Naively, a crystal should take most energy from a passing fast electron where it absorbs light best. For PbSe the computed absorption is strongest at 2.4 eV, so the loss function ought to peak there. It does nearly the opposite. At 1 to 2 eV the loss function is about 0.01, near 4 to 5 eV about 0.1, near 12 to 13 eV about 1, and it passes 2 shortly before its peak close to 15 eV.

Loss function of PbSe from Yambo 5.3.0: linear response in the optical limit with the Hartree kernel, on LDA states from Quantum ESPRESSO, without spin-orbit coupling or quasiparticle corrections. The cell is stretched by 4 % in volume; 8×8×8 k-mesh, 30 bands in the sums, screening block 1 Ry, damping 0.2 eV, field direction xy.

```
row  loss function  loss energy (eV)
  1          0.008             0.000
  2          0.008             1.055
  3          0.017             1.960
  4          0.047             3.015
  5          0.068             4.070
  6          0.155             5.126
  7          0.300             6.030
  8          0.447             7.085
  9          0.403             8.141
 10          0.520             9.196
 11          0.627            10.100
 12          0.902            11.160
 13          1.015            12.210
 14          1.059            13.270
 15          2.083            14.170
 16          1.746            15.230
 17          0.818            16.280
 18          0.480            17.340
 19          0.613            18.240
 20          0.870            19.300
 21          0.891            20.350
 22          0.943            21.410
 23          1.624            22.310
 24          1.384            23.370
 25          0.771            24.420
 26          0.465            25.480
 27          0.405            26.380
 28          0.355            27.440
 29          0.587            28.490
 30          0.241            29.550
```

The loss function measures how readily a fast electron gives up an energy E, the loss energy of the table, while it crosses the crystal. Light and a fast electron that is hardly deflected test the same dielectric function ε, whose real part ε1 describes screening and whose imaginary part ε2 describes absorption. The fast electron, however, brings its own electric field, and the crystal screens that field before it can excite anything. The loss is therefore absorption divided by the square of the screening:

loss = ε2 / (ε1² + ε2²) = ε2 / |ε|²

Since ε2 is never larger than |ε|, the loss can never exceed 1/|ε|. At the absorption peak ε2 reaches about 48, which holds the loss below 1/48, or 0.02. Strong absorption thus suppresses the loss, and an estimate of the loss is mainly an estimate of how |ε| shrinks as the energy rises.

**The limit of free electrons**

In a field that oscillates much faster than the electrons' own binding frequencies, the binding hardly matters and inertia alone sets the response. The displacement of a free charge falls as 1/E², and the dielectric function becomes

ε = 1 − Ep²/E², with Ep² = 4π n e² ħ²/m = 1379 eV² Å³ × n

Here n is the number of responding electrons per volume, e and m are the electron's charge and mass, and Ep is the plasmon energy. At Ep the dielectric function passes through zero. The crystal then amplifies the field instead of weakening it, and the electrons swing together.

For n, only the loosely held outer electrons are counted: four from Pb (6s and 6p) and six from Se (4s and 4p). They share a cell of 2 × 29.82 Å³, so that

n = 10 / 59.64 Å³ = 0.168 per Å³
Ep = √(1379 × 0.168) eV = 15.2 eV

The calculation places the top of the main peak at 14.9 eV, between rows 15 and 16, so the estimate comes out 2 % too high. Part of this closeness is probably luck. The formula leaves out the binding of the outer electrons, which raises the plasmon energy, and the response of the deeper Pb 5d electrons, which lowers it. Counting all 30 electrons treated in the calculation would give 26 eV, far from the main peak. The cell was stretched by 4 % in volume; because Ep goes as the square root of the density, the unstretched crystal should have its plasmon about 2 % higher.

**The rule**

Well below Ep, but above the main absorption, the free-electron formula gives |ε| ≈ Ep²/E². The ceiling 1/|ε| then grows as the square of the energy. Perfectly free electrons would absorb nothing and show no loss below Ep, so the actual loss comes from transitions between bands, which supply ε2. If ε2 remains a fairly steady share of |ε|, the loss follows its ceiling, and the rule is

loss ≈ 1.5 × (E/Ep)²

The square comes from this argument, while the factor 1.5 was fitted to the eleven rows from 4 to 14. When the exponent is left free on the same rows, it comes out as 2.2 ± 0.1, close enough to 2 for a hand estimate. The rule is easy to carry in the head: the loss reaches 1 at about four fifths of the plasmon energy, and halving the energy divides it by four.

**Two rows worked**

Both rows belong to the fit, so they illustrate the rule and do not test it independently. The first is a good case, the second the worst of the eleven in relative terms.

Row 11, at 10.1 eV:
E/Ep = 10.1/15.2 = 0.664
loss ≈ 1.5 × 0.664² ≈ 0.66
The computed value is 0.627, so the estimate is 6 % too high.

Row 5, at 4.07 eV:
E/Ep = 4.07/15.2 = 0.27
loss ≈ 1.5 × 0.27² ≈ 0.11
The computed value is 0.068, so the estimate is 58 % too high.

Over the eleven rows the rule misses the computed loss by 17 % on average, and seven rows are met within 15 %. The largest underestimate is 27 %, at row 8, where the spectrum has a small bump before it steps back at row 9. A smooth rule can't follow such details, whether they come from the band structure or from the rather coarse mesh of k-points. The output after this text lists the ratio of estimate to computed value row by row.

**Why the factor is larger than one**

Part of the factor makes up for the 1 that was dropped from the free-electron formula. This term matters more and more as E nears Ep, so in the upper part of the range the square is a convenient fit and no longer a derivation. At lower energies the crystal can also screen less than ten free electrons would. Row 7, at 6 eV, shows this directly. Its loss of 0.300 allows |ε| to be at most 1/0.300, or 3.3, whereas ten free electrons would give 5.4.

The likely reason is that not all ten electrons are free at 6 eV. Those whose main transitions lie higher still respond like stiff springs: they move with the force, whereas free electrons swing against it. The two contributions to ε1 have opposite signs and partly cancel, which leaves less screening and more loss. Row 7 shows the reduced screening; this explanation of it is argued from general physics.

**Where the rule ends**

Towards zero energy the free-electron picture fails, because every electron is then bound. With the atoms held fixed, as here, screening settles at a constant value, with ε near 27, and below the band gap absorption should vanish altogether. The 0.008 at zero energy in row 1 is therefore no real loss; it probably comes from the way damping is built into the calculation. Rows 2 and 3 happen to lie within 50 % of the rule, but the derivation does not cover them. This region also suffers from the neglect of spin-orbit coupling, which changes the small gap of a lead compound strongly.

Close to the plasmon the rule fails for another reason. As ε1 goes through zero, only ε2 limits the loss, and the height of the peak becomes 1/ε2, which no electron count can supply. The loss function doubles from row 14 to row 15, and the rule falls 37 % short of the computed value there. A sensible upper end is nine tenths of Ep, here 13.7 eV, a border chosen with the spectrum in view.

Far above the plasmon, ε approaches 1, screening is gone, and the loss becomes equal to the fading absorption. It must therefore fall in the end, while the rule keeps growing. From row 17 onwards the estimate is too high by a factor of about two or more, and at row 30 by more than twenty.

The second group of losses, highest near 22 eV, lies outside the picture of ten free electrons, which has only one plasmon. Excitation of the Pb 5d electrons is a plausible source, though it is not tested here. Its position deserves caution, since LDA places such d levels too close to the outer electrons, spin-orbit coupling would split them, and the sums include few empty bands.

**Does a full plasmon formula do better?**

A fuller alternative is a single damped oscillator at Ep, which contains the resonance from the start. With its strength and width fitted to the same eleven rows, it has about the same absolute error as the square, at the price of one more parameter. In relative terms it does worse, because it starts out in proportion to the energy and gives more than twice the computed loss at rows 4 and 5. It also needs a width of about 10 eV and then predicts only 1.1 at row 15, where the calculation gives 2.1.

One constant damping thus can't serve both the slope and the peak. A likely reason is that the collective motion drains easily into transitions between bands on the slope, while such transitions are weaker near 15 eV. The damping would then be smaller there and the peak sharper, but confirming this would take ε2 itself, which the table doesn't list.

For a related crystal, the steps are to count the outer electrons, divide by the cell volume, multiply by 1379 eV² Å³ and take the square root. By the rule, a roomier cell with the same ten electrons has a lower plasmon energy and, at a given energy on the slope, a higher loss. The factor 1.5 rests on this one spectrum and should be checked against at least one known value before it is used elsewhere.

Numerical output:

```
Ep squared per electron density (eV^2 A^3): 1379
Free-electron plasmon energy from 10 electrons (eV): 15.21
Same with all 30 valence electrons (eV): 26.34
Ep less full-grid loss peak (eV): 0.2805
Ep less full-grid loss peak (percent): 1.879
Upper end of the range, 0.9 Ep (eV): 13.68
fit of loss_function on 11 rows (win): coefficient of u2 1.509 +/- 0.048; rms 0.0614, worst 8 -0.119, leave-one-out rms 0.0722
  rows outside the fit (model, value, miss): 2 0.007263, 0.008, -0.000737; 3 0.02507, 0.017, 0.00807; 15 1.31, 2.083, -0.773; 16 1.514, 1.746, -0.232; 17 1.73, 0.818, 0.912; 18 1.962, 0.48, 1.48; 19 2.171, 0.613, 1.56; 20 2.431, 0.87, 1.56; 21 2.702, 0.891, 1.81; 22 2.991, 0.943, 2.05; 23 3.248, 1.624, 1.62; 24 3.564, 1.384, 2.18; 25 3.891, 0.771, 3.12; 26 4.237, 0.465, 3.77; 27 4.541, 0.405, 4.14; 28 4.914, 0.355, 4.56; 29 5.297, 0.587, 4.71; 30 5.698, 0.241, 5.46
fit of log(loss_function) on 11 rows (win): constant -5.457 +/- 0.27, coefficient of log(en) 2.195 +/- 0.13; rms 0.182, worst 8 -0.354, leave-one-out rms 0.217
  rows outside the fit (model, value, miss): 2 -5.339, -4.828, -0.511; 3 -3.98, -4.075, 0.0949; 15 0.3625, 0.7338, -0.371; 16 0.5209, 0.5573, -0.0364; 17 0.6672, -0.2009, 0.868; 18 0.8057, -0.734, 1.54; 19 0.9168, -0.4894, 1.41; 20 1.041, -0.1393, 1.18; 21 1.157, -0.1154, 1.27; 22 1.269, -0.05869, 1.33; 23 1.359, 0.4849, 0.874; 24 1.461, 0.325, 1.14; 25 1.557, -0.2601, 1.82; 26 1.651, -0.7657, 2.42; 27 1.727, -0.9039, 2.63; 28 1.813, -1.036, 2.85; 29 1.896, -0.5327, 2.43; 30 1.976, -1.423, 3.4
fit of loss_function on 11 rows (win): coefficient of Ep**2*s*en/((Ep**2 - en**2)**2 + (s*en)**2) 0.7646 +/- 0.025, s 10.43; rms 0.0605, worst 8 -0.105, leave-one-out rms 0.0782
  rows outside the fit (model, value, miss): 2 0.03664, 0.008, 0.0286; 3 0.06932, 0.017, 0.0523; 15 1.148, 2.083, -0.935; 16 1.113, 1.746, -0.633; 17 1.002, 0.818, 0.184; 18 0.852, 0.48, 0.372; 19 0.7235, 0.613, 0.11; 20 0.5884, 0.87, -0.282; 21 0.4779, 0.891, -0.413; 22 0.389, 0.943, -0.554; 23 0.3285, 1.624, -1.3; 24 0.2716, 1.384, -1.11; 25 0.2271, 0.771, -0.544; 26 0.1914, 0.465, -0.274; 27 0.1667, 0.405, -0.238; 28 0.1428, 0.355, -0.212; 29 0.1235, 0.587, -0.464; 30 0.1074, 0.241, -0.134
Number of rows in the range: 11
Rule over computed loss, rows 4 to 14 in order: 1.255, 1.58, 1.1, 0.7864, 0.7286, 1.067, 1.055, 1.056, 0.8959, 0.953, 1.079
Mean absolute miss of the rule in the range (percent): 16.62
Rows in the range missed by less than 15 percent: 7
Rule over computed loss, rows 2 and 3: 0.9027, 1.466
Rule over computed loss, rows 15 to 30 in order: 0.6254, 0.8619, 2.102, 4.064, 3.521, 2.778, 3.016, 3.154, 1.989, 2.56, 5.018, 9.059, 11.15, 13.76, 8.971, 23.51
Row 11, (E/Ep) squared: 0.4412
Row 11, loss by the rule: 0.6618
Row 5, (E/Ep) squared: 0.07165
Row 5, loss by the rule: 0.1075
Row 7, largest size of epsilon that the loss allows: 3.333
Row 7, size of epsilon for 10 free electrons: 5.358
```
